Reactions of small silicon-containing molecules and ions, computed with Ansatz 0.2.0 at the PBE/def2-SVP level. Barriers come from climbing-image nudged elastic bands between relaxed ends, with a force component limit of 0.05 eV/Å. All energies are electronic, without zero-point terms.

```
  system  dispersion      orbitals  charge  spin multiplicity                             bonds made and broken  barrier forward (eV)  barrier backward (eV)  reaction energy (eV)
 CH2AlSi          D4  unrestricted     0 e                  2                 Al-Si made, C-H made, Si-H broken                 0.247                  1.935                -1.687
  CH3OSi        none    restricted     1 e                  1                             C-H made, Si-H broken                 0.380                  0.952                -0.572
  C2H7Si        none    restricted    -1 e                  1                             C-H made, Si-H broken                 1.548                  2.412                -0.865
  CH5NSi        none    restricted     0 e                  1                             N-H made, Si-H broken                 2.276                  1.468                 0.808
  H3NOSi        none    restricted     0 e                  1                O-H made, Si-O broken, Si-H broken                 2.448                  1.591                 0.857
  C2H8Si        none    restricted     0 e                  1                C-H made, Si-C broken, Si-H broken                 2.678                  0.642                 2.036
 CH4N2Si          D4    restricted     0 e                  1                              N-H made, C-H broken                 2.814                  1.938                 0.876
CH6O2Si2        none    restricted     0 e                  1  O-H made, Si-Si broken, Si-O broken, Si-H broken                 2.839                  1.022                 1.817
C2H8OSi2          D4    restricted     0 e                  1                              O-H made, C-H broken                 3.485                  1.042                 2.444
```

The barrier forward climbs from 0.25 eV at the top of the table to 3.49 eV at the bottom, and the reaction energy climbs with it, though not in step. The three reactions that release energy have the three lowest barriers; the six that consume energy have the highest. In each reaction with a known structure a hydrogen atom leaves silicon or carbon and settles on another atom. Two things appear to set most of the cost: how far uphill the product lies, and whether the atom that receives the hydrogen has room for another pair of electrons.

Begin with the second row, the cation CH3OSi, where the case is clearest. Its carbon atom sits between an OH group and an SiH₂ group and has no other neighbour. In the simplest picture it is short of electrons, much like the charged carbon of a vinyl cation, although the oxygen lends it some. The hydrogen on silicon can therefore slide across together with its bonding pair. Halfway over, one pair holds three atoms together, and it occupies an orbital that bonds all three. Little bonding is lost on the way, and the barrier is only 0.38 eV.

The first row, CH2AlSi, is a neutral radical, but its carbon too has only two neighbours, aluminium and silicon. The reaction releases 1.69 eV, and such a steep descent puts the top of the path close to the start. The geometry shows this: at the highest point of the band the moving hydrogen is still 1.57 Å from silicon and 1.97 Å from carbon. An Al-Si bond also forms in this reaction, but only after the top, where the two atoms are still far apart. It adds to the descent rather than holding the top together. Carbon draws electrons from both aluminium and silicon, however, so a shortage of electrons is a less certain explanation here than in the cation.

The third row seems to break the rule that a more favourable reaction is a faster one. The anion C2H7Si releases 0.29 eV more than the cation, yet its barrier is 1.17 eV higher. Again a hydrogen moves from silicon to the neighbouring carbon, but this carbon already carries a lone pair. Two pairs must now share three atoms. The first takes the orbital that bonds all three; the second is left with one that bonds poorly, and the top of the path is high.

The same contrast is familiar from carbon chemistry, where hydrogen shifts readily to a neighbouring carbon in carbocations but not in carbanions. The reaction of the silicon anion is downhill because silicon bears a negative charge more easily than carbon, and because a C-H bond is stronger than an Si-H bond. That gain belongs to the product and does little for the crowded orbitals halfway. The energies of this row carry an extra uncertainty, since the basis set has no diffuse functions to hold the loosely bound electrons of an anion.

From the fourth row on, every reaction is uphill. Where the structure is known, the reason is the same: the hydrogen leaves behind a silicon or carbon atom with a lone pair and too few bonds. In C2H8Si, ethylsilane turns into ethane and SiH₂ at a cost of 2.04 eV. The two are still bound to each other at the relaxed end: the transferred hydrogen stays close to silicon, and its new C-H bond is stretched. The 2.04 eV is therefore the cost of forming this complex and leaves out the energy needed to pull the fragments apart. The acceptors in these rows have no vacancy either, since lone pairs or bonds already fill their valence shells. Both contributions now push the barrier up.

How far uphill the product lies depends on the neighbours of the atom left behind. H3NOSi and CH6O2Si2 both make an O-H bond and break an Si-O and an Si-H bond, yet they cost 0.86 and 1.82 eV. (The Si-Si bond listed as broken in the second is only a close contact across a four-membered ring.) A likely reason is that in H3NOSi the stripped silicon stays bound to nitrogen, which can lend it electrons more readily than the oxygen and carbon neighbours in the other molecule. The starting molecules differ too, one having a silicon-nitrogen double bond and the other a ring, so this is not the only possible cause. In CH4N2Si the stripped carbon sits between two nitrogen atoms, and the same help is expected. CH5NSi costs about as little, but there the nitrogen uses its lone pair to bind the arriving hydrogen, so the argument does not carry over directly.

The two contributions can be separated with very little algebra. Let E_f be the barrier forward, E_b the barrier backward and ΔE the reaction energy. Both barriers are measured up to the same top, so

E_f − E_b = ΔE

With the average of the two barriers, A = (E_f + E_b)/2, it follows that

E_f = A + ΔE/2

So far this is only bookkeeping. The Bell-Evans-Polanyi principle says that the barriers of similar reactions rise along a straight line with the reaction energy. The physical assumption here is a special case of it, in which A stays nearly the same and the slope is one half. If the energy curves of reactant and product cross about midway, raising the product by some amount raises the crossing by half of it. The average A then measures how awkward the passage itself is, and ΔE/2 adds the share due to the slope.

The averages fall into two groups. For the two acceptor carbons with only two neighbours A is about 0.9 eV; for the seven filled acceptors it is about 2.0 eV. With one such value for each group, the formula reproduces the nine barriers with a typical error of 0.22 eV, against 0.42 eV for a single straight line in the reaction energy, which also has two constants. The grouping was made with the results in view and one group has only two members, so the better fit supports the orbital argument without proving it.

A stricter test asks which of the three downhill reactions is really the odd one. A straight line fitted to the six uphill reactions alone gives, for the anion, which took no part in the fit,

E_f ≈ 2.084 eV + 0.4565 × (−0.865 eV) = 1.69 eV

The calculation gave 1.55 eV, only 0.14 eV lower. The same line overshoots CH2AlSi and CH3OSi by more than 1 eV. The anion therefore behaves like the uphill reactions moved downhill, and the two easy shifts at the top are the exceptions. The slope is uncertain by 0.18, so the close agreement is partly luck. Carried as far down as CH2AlSi, that uncertainty alone amounts to more than half an electronvolt, so the miss of 1.07 eV there is only suggestive. The miss of 1.44 eV for the cation, which lies nearer to the fitted rows, is much harder to explain away. The output printed after this text gives the fits row by row.

The lower half of the table holds a second irregularity. C2H8Si lies 1.16 eV further uphill than CH4N2Si, yet its barrier is slightly lower. The slope alone should raise it by half of 1.16 eV, or 0.58 eV. Its average barrier, however, is 1.66 eV against 2.38 eV, which takes away 0.72 eV and leaves it 0.14 eV below. The puzzle is thus one of passage, and each of the two reactions departs from the common value in its own direction.

For C2H8Si the likely reason appears when the reaction is read backwards. SiH₂ by itself has an empty orbital on silicon, and no neighbour with a lone pair to fill it. It can accept the electrons of a C-H bond in ethane as it inserts. In the complex where the backward path starts, the stretched C-H bond suggests that this sharing has already begun. From there the barrier backward is only 0.64 eV, the lowest of the seven filled cases. A vacancy in the product thus seems to ease the passage, as one in the reactant does. Some of the effect may be artificial, because in a small basis set the two fragments borrow each other's functions and appear too strongly bound, though this lowers the complex as well as the top and so partly cancels in the backward barrier.

CH4N2Si departs the other way, and so does C2H8OSi2 at the foot of the table. These are the only reactions in which the hydrogen leaves carbon, and they have the two highest average barriers, 2.32 eV in the mean against 1.89 eV for the other filled cases. A C-H bond is stronger than an Si-H bond and holds its electrons more tightly, so loosening it halfway probably costs more. The two rows also differ from the other filled cases in carrying a dispersion correction. Its whole size is only 0.16 eV in CH4N2Si and 0.29 eV in C2H8OSi2, and a barrier feels only its change along the path, so it is unlikely to account for the gap of 0.43 eV. C2H8OSi2 has the highest barrier of all because a difficult passage meets the steepest climb, 2.44 eV.

To guess the barrier of a closely related reaction, ask first whether the receiving atom has room for a pair. Start from about 0.9 eV if it has and 2.0 eV if it has not, then add half the reaction energy. Within this table the result is good to a few tenths of an electronvolt, enough to tell an easy shift from a hard one but not to rank CH4N2Si against CH6O2Si2. The absolute heights are less certain than the contrast. Each barrier belongs to the path that the starting guess led to, and an easier path may exist. The functional tends to make barriers too low, while the closed-shell orbitals used in every row but the first can make the top of a bond-breaking path too high.

Silanes serve as precursors for silicon-containing films in electronic devices, and there the contrast has a plain meaning. Along the path computed here, intact ethylsilane must climb about 2.7 eV to form SiH₂ that is still bound to ethane, and setting the SiH₂ free takes further energy from that complex. Making free SiH₂ this way therefore calls for strong heating or a plasma. A plasma also produces ions. Where a cation has an electron-poor carbon with only two neighbours beside an Si-H bond, the second row suggests that it can rearrange soon after it forms. An ordinary carbon radical, with three neighbours and one odd electron, has no empty orbital to receive a pair, and the same ease should not be expected of it.

Output of the analysis:

```
fit of barrier_forward on 9 rows: constant 1.612 +/- 0.17, coefficient of reaction_energy 0.7358 +/- 0.12; rms 0.417, worst CH3OSi 0.811, leave-one-out rms 0.525
fit of barrier_forward on 6 rows (reaction_energy > 0): constant 2.084 +/- 0.29, coefficient of reaction_energy 0.4565 +/- 0.18; rms 0.238, worst C2H8Si 0.336, leave-one-out rms 0.389
  rows outside the fit (model, value, miss): CH2AlSi 1.314, 0.247, 1.07; CH3OSi 1.823, 0.38, 1.44; C2H7Si 1.689, 1.548, 0.141
fit of avg on 9 rows: coefficient of vacant 0.8785 +/- 0.18, coefficient of filled 2.014 +/- 0.094; rms 0.22, worst CH4N2Si -0.362, leave-one-out rms 0.304
Average of both barriers and the two-class model in eV:
       row  average barrier  model forward barrier  computed forward barrier
   CH2AlSi            1.091                  0.035                     0.247
    CH3OSi            0.666                 0.5925                      0.38
    C2H7Si             1.98                  1.582                     1.548
    CH5NSi            1.872                  2.418                     2.276
    H3NOSi            2.019                  2.443                     2.448
    C2H8Si             1.66                  3.032                     2.678
   CH4N2Si            2.376                  2.452                     2.814
  CH6O2Si2             1.93                  2.923                     2.839
  C2H8OSi2            2.264                  3.236                     3.485
rms miss of one line through all rows (eV): 0.4167
rms miss of the two-class model (eV): 0.2204
average barrier, filled class less vacant class (eV): 1.136
largest quadratic term left out by the model (eV): 0.1649
barrier of C2H7Si less that of CH3OSi (eV): 1.168
reaction energy of C2H7Si less that of CH3OSi (eV): -0.293
barrier of C2H8Si less that of CH4N2Si (eV): -0.136
reaction energy of C2H8Si less that of CH4N2Si (eV): 1.16
mean average barrier where C-H breaks (eV): 2.32
mean average barrier of the other filled rows (eV): 1.892
CH2AlSi highest image, moving H to Si (angstrom): 1.573
CH2AlSi highest image, moving H to C (angstrom): 1.968
```
